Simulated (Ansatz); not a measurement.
# Ti: energy above lowest point as volume scale varies

All results are calculated (Ansatz 0.2.0). Free energy against uniform scaling of the volume at fixed shape and fractions; periodic cell, basis, potentials, k mesh and filling as listed.

The cell before it is scaled or strained (space group P6_3/mmc, No. 194):
```
CELL_PARAMETERS angstrom
2.95000 0.00000 0.00000
-1.47500 2.55480 0.00000
0.00000 0.00000 4.68000
ATOMIC_POSITIONS crystal
Ti 0.33333 0.66667 0.25000
Ti 0.66667 0.33333 0.75000
```

Settings of every row: functional PBEsol; dispersion none; potentials all-electron LAPW; k mesh 11x11x6; k shift 0x0x0; occupations fermi dirac; smearing width 0.1 eV; spin none.

Limits: coarse k mesh, up to 40 meV an atom off.

```
row  volume scale  V (Å³/atom)  energy above lowest point (meV/atom)
  1          0.94       16.578                                     0
  2          0.96        16.93                                   0.1
  3          0.98       17.283                                   5.5
  4             1       17.636                                  15.6
  5          1.02       17.989                                     ?
  6          1.04       18.341                                  48.3
  7          1.06       18.694                                  70.2
```

Question: what energy above lowest point should row 5 give?

Worked fit of energy above lowest point. Take u = (V_r/V)^(2/3) − 1 with V_r = 17.459 Å³ an atom, which is twice the finite (Eulerian) strain; such expansions in the strain, on which the Birch-Murnaghan equation of state is built, carry the rest volume and the bulk modulus. The shown rows have u = 0.03512, 0.02072, 0.00678, -0.0067, -0.03232, -0.04454. Least squares give energy above lowest point = 9.96 − 754.2 × u + 13415 × u² meV/atom; a straight line predicts inner rows, each left out in turn, worse (root mean square 8.3 against 0.05 meV/atom). All shown rows lie on it to the printed digit. Its lowest point lies at u = 0.0281, or V = 16.75 Å³ an atom, and the curvature there gives the bulk modulus at fixed shape and fractions, B = (4/9)(1 + u)² E″(u)/V = 121 GPa. Letting shape and atoms relax would as a rule lower it, by much in layered, chain or molecular crystals. The withheld row has u = -0.01974, so the fit gives 9.96 − 754.2 × (-0.01974) + 13415 × (-0.01974)² = 30.1 meV/atom.

The calculation gave 30 meV/atom. The fit lies 0.1 meV/atom (0.14 % of the column's range) above it, one unit of the last digit.
